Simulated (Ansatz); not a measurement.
## SnH3Cl (SMILES [H][Sn]([H])([H])[Cl]): methods side by side

SnH3Cl has 5 atoms, charge 0, and is taken as a singlet. As SMILES, `[H][Sn]([H])([H])[Cl]`. Geometry: a GFN2-xTB relaxation, a rough one for these elements and not checked as a minimum.

```xyz
5

Sn    0.0000    0.0009   -0.1426
Cl    0.0116   -0.0193    2.1380
H     1.5866    0.0109   -0.6751
H    -0.8030    1.3805   -0.6471
H    -0.7952   -1.3730   -0.6733
```

Quantity: the energy change with the Sn1–H5 bond stretched from 1.674 to 2.511 Å, in eV. The values are calculated.

```json
{"level": "BLYP/STO-3G (restricted)", "kind": "GGA", "program": "Ansatz", "value (eV)": "2.69", "less FCI/STO-3G": "+0.03"}
{"level": "revPBE/STO-3G (restricted)", "kind": "GGA", "program": "Ansatz", "value (eV)": "2.67", "less FCI/STO-3G": "+0.01"}
{"level": "r2SCAN/STO-3G (restricted)", "kind": "meta-GGA", "program": "Ansatz", "value (eV)": "2.94", "less FCI/STO-3G": "+0.28"}
{"level": "PBE0/STO-3G (restricted)", "kind": "global hybrid", "program": "Ansatz", "value (eV)": "3.04", "less FCI/STO-3G": "+0.38"}
{"level": "B2PLYP/STO-3G (restricted)", "kind": "double hybrid", "program": "Ansatz", "value (eV)": "3.09", "less FCI/STO-3G": "+0.43"}
{"level": "CCSD(T)/STO-3G (restricted)", "kind": "coupled cluster or CI", "program": "Ansatz", "value (eV)": "2.66", "less FCI/STO-3G": "0.00"}
{"level": "CCSDT(Q)/STO-3G (restricted)", "kind": "coupled cluster or CI", "program": "Ansatz", "value (eV)": "2.66", "less FCI/STO-3G": "0.00"}
{"level": "CCSDTQ/STO-3G (restricted)", "kind": "coupled cluster or CI", "program": "Ansatz", "value (eV)": "2.66", "less FCI/STO-3G": "0.00"}
{"level": "FCI/STO-3G", "kind": "exact in the basis", "program": "Ansatz", "value (eV)": "2.66", "less FCI/STO-3G": "0.00"}
```

FCI/STO-3G is exact within its basis and frozen core, so for wave-function methods in that basis the difference is their error; functionals converge differently with the basis, so for them it is only a difference. All-electron rows without a relativistic Hamiltonian named are non-relativistic. The first shape isn't each level's own minimum. The values span 2.66 to 3.09 eV. All rows use very small basis sets, so none should be taken for the real molecule's value. In the correlated wave-function rows the outer d shell of Sn is correlated, in sets not made for it.

Stretching the Sn–H bond costs 2.66 eV at the FCI level, and CCSD(T), CCSDT(Q) and CCSDTQ all reproduce this to the printed precision. The cost reflects the loss of overlap between the tin s/p hybrid and the hydrogen s orbital. As that overlap falls, the σ–σ* gap narrows and left-right correlation grows, but at this length the closed-shell determinant evidently remains a sound reference for coupled cluster with perturbative triples.

The functionals split into two groups. BLYP and revPBE lie close to FCI, while r2SCAN, PBE0 and B2PLYP give a steeper rise. In the two hybrids, exact exchange in a restricted determinant probably over-weights ionic character as the bond stretches. Exact exchange can't be the whole explanation, however, since r2SCAN has none and still lies 0.28 eV above FCI.

The stretched geometry is still well short of separated SnH2Cl and H radicals, so the agreement among the coupled-cluster levels can't be carried over to full homolysis, where a restricted reference becomes qualitatively wrong.
